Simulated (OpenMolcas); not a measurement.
# P2H4 (diphosphine): methods side by side

P2H4: 6 atoms, total charge 0, spin state singlet. SMILES: `PP`. The shape is that of a PBE0-D4/def2-TZVP optimisation. This is one conformer, not always the lowest.

| atom | x (Å) | y (Å) | z (Å) |
| --- | --- | --- | --- |
| P | 0.3651 | -1.0488 | -0.0823 |
| P | -0.3652 | 1.0491 | 0.0781 |
| H | -0.4970 | -1.5216 | 0.9450 |
| H | -0.5721 | -1.3929 | -1.0949 |
| H | 0.5028 | 1.5246 | -0.9429 |
| H | 0.5664 | 1.3896 | 1.0970 |

Quantity: the energy change with the P1–H3 bond stretched from 1.422 to 2.844 Å, in eV. The values are calculated.

```
                     level                 kind     program  value (eV)  CPU time (all runs)
    HF/STO-3G (restricted)         Hartree–Fock  OpenMolcas        7.75                3.4 s
 B3LYP/STO-3G (restricted)        global hybrid  OpenMolcas        5.61                9.6 s
M06-2X/STO-3G (restricted)      hybrid meta-GGA  OpenMolcas           ?                 11 s
  PBE0/STO-3G (restricted)        global hybrid  OpenMolcas           ?                9.3 s
B2PLYP/STO-3G (restricted)        double hybrid  OpenMolcas        5.51                7.8 s
   MP2/STO-3G (restricted)  perturbation theory  OpenMolcas        5.46                3.4 s
        CASPT2(2,2)/STO-3G       multireference  OpenMolcas        3.99                3.7 s
     SC-NEVPT2(2,2)/STO-3G       multireference  OpenMolcas        4.02                3.7 s
                FCI/STO-3G   exact in the basis  OpenMolcas        4.02                2 min
```

(1) Estimate the missing values from the other rows.

## Answers

(1) As computed at these levels: M06-2X/STO-3G (restricted): 6.33 eV; PBE0/STO-3G (restricted): 5.92 eV. Spin-restricted single references rise too steeply as a bond breaks, Hartree–Fock most of all. The first shape isn't each level's own minimum. The values span 3.99 to 7.75 eV. All rows use very small basis sets, so even the best lies far from the true value. CPU times are rough (shared hosts, several kinds of processor): they show what a rung costs within a factor of a few.

Stretching the P–H bond brings its σ and σ* orbitals close in energy, so the singlet needs both the σ² and σ*² configurations to describe two electrons separating onto different fragments. A single closed-shell determinant instead keeps a large share of ionic character, with both electrons on phosphorus or both on hydrogen, and this costs energy at long range. Restricted Hartree–Fock therefore gives 7.75 eV against 4.02 eV for FCI. MP2 recovers much of the gap but still gives 5.46 eV, since a perturbative correction to one determinant is a poor substitute for mixing the two configurations directly.

The two multireference methods fall within a few hundredths of an eV of FCI, which suggests that the essential static correlation is confined to the breaking bond and that the rest can be treated perturbatively. The density functionals all lie between Hartree–Fock and FCI, probably reflecting their different balances of exchange and correlation. Agreement at this one stretched geometry does not establish equal accuracy along the whole dissociation curve.
